The energy change is the energy per atom of a strained cell less that of the starting cell. The tensile stress along the pattern is the pull needed to hold the strain, here a change in cell height with the in-plane edges fixed. The pressure is the mean of the stresses along the three axes, counted positive in compression. All come from density functional theory for a single WS₂ layer surrounded by vacuum. Fractional coordinates were frozen, so the strain moved the two sulfur planes apart or together about the tungsten plane.

Ansatz 0.2.0 plane-wave PAW calculations (r2SCAN, scalar-relativistic, no spin polarisation) for a WS₂ layer in a 3-atom cell, a = 3.183 Å, c = 16.951 Å, 49.59 Å³ per atom, not relaxed at this level. The cell is strained along c with in-plane edges and fractional coordinates fixed; cutoff 500 eV, Γ-centred 12×12×2 k mesh, Gaussian smearing of 0.05 eV.

| strain | energy change (meV/atom) | tensile stress along pattern (GPa) | pressure (GPa) | gap on mesh (eV) |
| --- | --- | --- | --- | --- |
| -0.04 | 27.5 | -4.65 | 2.62 | 1.393 |
| -0.02 | 6.4 | -2.19 | 1.19 | 1.646 |
| 0 | 0.0 | 0.08 | -0.10 | 1.883 |
| 0.01 | 1.9 | 1.15 | -0.70 | 1.954 |
| 0.03 | 15.3 | 3.16 | -1.80 | 2.027 |

**What carries the stress**

Squeezing the cell to strain −0.04 leaves each S atom pushed outwards with a force of 1.38 eV/Å. Multiplying the forces on the two S atoms by their height above or below W, and dividing by the cell volume, gives the vertical stress. This reproduces the stress column in every row, so the resistance comes from inside the layer.

Two limits show what this stress means. If the S atoms were free to move, the layer would return to its own thickness and the stress would almost vanish. If the vacuum were doubled with the S atoms displaced by the same distances, the energy per atom would stay the same, while the stress would be spread over a larger volume. The fitted stiffness of about 109 GPa therefore belongs to this cell with its atoms held, and is no elastic constant of bulk WS₂.

What does carry over to another cell is the force constant behind it, about 21 eV/Å² for each S atom. The scan is in effect a frozen vibration in which the S planes breathe against a resting W plane. With the mass of sulfur, this force constant gives a wavenumber of about 420 cm⁻¹, close to the measured value as roughly recalled.

**Why the energy looks symmetric**

The stress shows that the layer softens as it stretches: between neighbouring rows its slope falls from 123 GPa on the squeezed side to about 100 GPa on the stretched side. The energy seems to disagree. Divided by the square of the strain in percent, it gives 1.72 meV per atom at −0.04 and 1.70 at 0.03, as if the layer obeyed Hooke's law.

The explanation lies in the row at zero strain, whose stress is 0.08 GPa and not zero. The starting layer is slightly too tall, by less than a tenth of a percent. A small squeeze therefore releases energy at first, while a stretch works against this tension from the outset. The starting cell is the zero of the energy scale, but it is not the minimum.

A simple model separates the two effects. The stress σ is written as σ₀ + Cε + Dε², where ε is the strain, σ₀ the residual tension, C the stiffness and D the softening. These three constants were fitted to the stresses of all five rows. Because the in-plane edges are fixed, the work per atom is the starting volume per atom times the integral of σ over ε, which is σ₀ε + Cε²/2 + Dε³/3.

The row at 0.01 serves as a worked case; its stress was part of the fit, its energy was not:

- residual tension: 0.0815 × 0.01 = 0.00082 GPa
- stiffness: 109.3 × 0.01² / 2 = 0.005465 GPa
- softening: −223.9 × 0.01³ / 3 = −0.00007 GPa

The sum is 0.0062 GPa. Multiplied by 49.59 Å³ and divided by 160.2 GPa per eV/Å³, it gives 1.9 meV per atom, as in the table. The residual tension supplies about an eighth of this energy.

The irregular rows now fall into place. For small strains the linear term matters most, because it shrinks more slowly than the square. It makes the row at 0.01 look too stiff and the row at −0.02 too soft. For large strains its share fades, but at −0.04 and 0.03 it is still big enough to hide the softening. Once it is removed, the ratio falls steadily along the scan, from 1.78 meV per atom at −0.04 to 1.62 at 0.03.

The same reasoning serves for any scan that starts from an unrelaxed cell. A start that is slightly too tall masks this kind of softening in the energies, and one that is slightly too flat exaggerates it. The stress is the safer guide, because there the residual tension mainly shifts the curve and, for a start this close to the minimum, barely changes its slope. The model returns all the energies to within 0.1 meV per atom; this shows that energies and stresses agree, but does not identify the cause of the softening. The printed output below gives the fits and the row-by-row comparison.

**Why the layer softens**

Near the starting height the stiffness drops by about 4 % for each percent of stretch. Geometry alone does not produce so much. Ideal springs that resist changes of W–S length would make the layer stiffer on stretching, by about 1.7 % per percent, because the bonds turn towards the direction of pull. Ideal springs that resist the tilt of the bonds would soften it by about 2.5 %. A mixture of the two kinds lies between these limits, so the softening that geometry leaves unexplained probably comes from the usual lopsidedness of chemical forces: repulsion between overlapping electron shells rises steeply on approach, while the attraction weakens as atoms separate.

The in-plane stress shows that the W–S lengths are only part of the resistance. Springs along these bonds would pass on about 0.7 of any vertical stress change to each in-plane direction. The calculation gives 0.36 at −0.04 and 0.33 at 0.03. Something else must resist the change in height without pushing equally hard sideways. Stiff bond angles and repulsion between the S atoms facing each other across the layer would both do so, and their shares remain a guess.

**What the height does to the gap**

The gap rises from 1.39 eV at −0.04 to 2.03 eV at 0.03. Theory offers a possible reason: both band edges consist largely of W d states, whose energies respond to the positions of the S atoms. In a taller layer the W–S bonds turn towards the vertical axis through W, which is expected to raise the d orbital pointing along that axis relative to those lying in the plane. At the zone corner K the upright orbital is known to dominate the conduction edge and the in-plane ones the valence edge, so this effect would widen a gap at K. The runs give only the smallest gap on the mesh, with no record of where its edges lie and no orbital analysis, so this is not confirmed and the rows need not all refer to the same pair of states.

The rise slows from about 0.13 eV per percent of strain at the squeezed end to about 0.04 at the stretched end. A change in which state forms the band edge could cause this bend. The valence maximum at the zone centre Γ and a conduction valley between Γ and K are expected to lie close in energy to the edges at K, so the valence edge may sit at Γ in the squeezed rows and the conduction edge may leave K in the stretched ones, but that is a guess. Spin–orbit coupling, left out here, would shift the valence edge and with it both the gaps and the strain of any such change. The S heights must be relaxed before a gap under strain is quoted, since an error of one percent in height already moves it by several hundredths of an eV or more.

The analysis program printed:

```
fit of tensile_stress_along_pattern on 5 rows: constant -0.04301 +/- 0.069, coefficient of strain 111.7 +/- 2.8; rms 0.118, worst 0.03 0.149, leave-one-out rms 0.259
fit of tensile_stress_along_pattern on 5 rows: constant 0.08153 +/- 0.0023, coefficient of strain 109.3 +/- 0.074, coefficient of strain**2 -223.9 +/- 3; rms 0.00226, worst -0.02 -0.00389, leave-one-out rms 0.0108
Layer under strain (energy ratios are 0 at strain 0 by definition):
    row  stress from S forces GPa  stiffness since row above GPa  energy from stress meV/atom  energy per squared percent meV/atom  same without residual tension  gap slope since row above meV per percent
  -0.04                    -4.646                            n/a                        27.53                                1.719                          1.782                                        n/a
  -0.02                     -2.19                            123                        6.446                                  1.6                          1.726                                      126.5
    0.0                   0.08026                          113.5                            0                                    0                              0                                      118.5
   0.01                     1.148                            107                        1.921                                  1.9                          1.648                                         71
   0.03                     3.156                          100.5                        15.36                                  1.7                          1.616                                       36.5
Height of an S plane above W at strain 0, Å: 1.559
Strain at which the fitted stress vanishes, percent: -0.0746
Force constant for one S atom, eV/Å²: 20.87
Wavenumber of the breathing mode, 1/cm: 420.8
Computed stiffness change per 1 percent stretch, percent: -4.098
Same for Hookean W-S bond lengths, percent: 1.744
Same for Hookean bond tilts, percent: -2.511
In-plane over vertical stress change, strain -0.04: 0.3626
In-plane over vertical stress change, strain 0.03: 0.3279
Same ratio for springs along W-S bonds only, strain 0: 0.6946
```
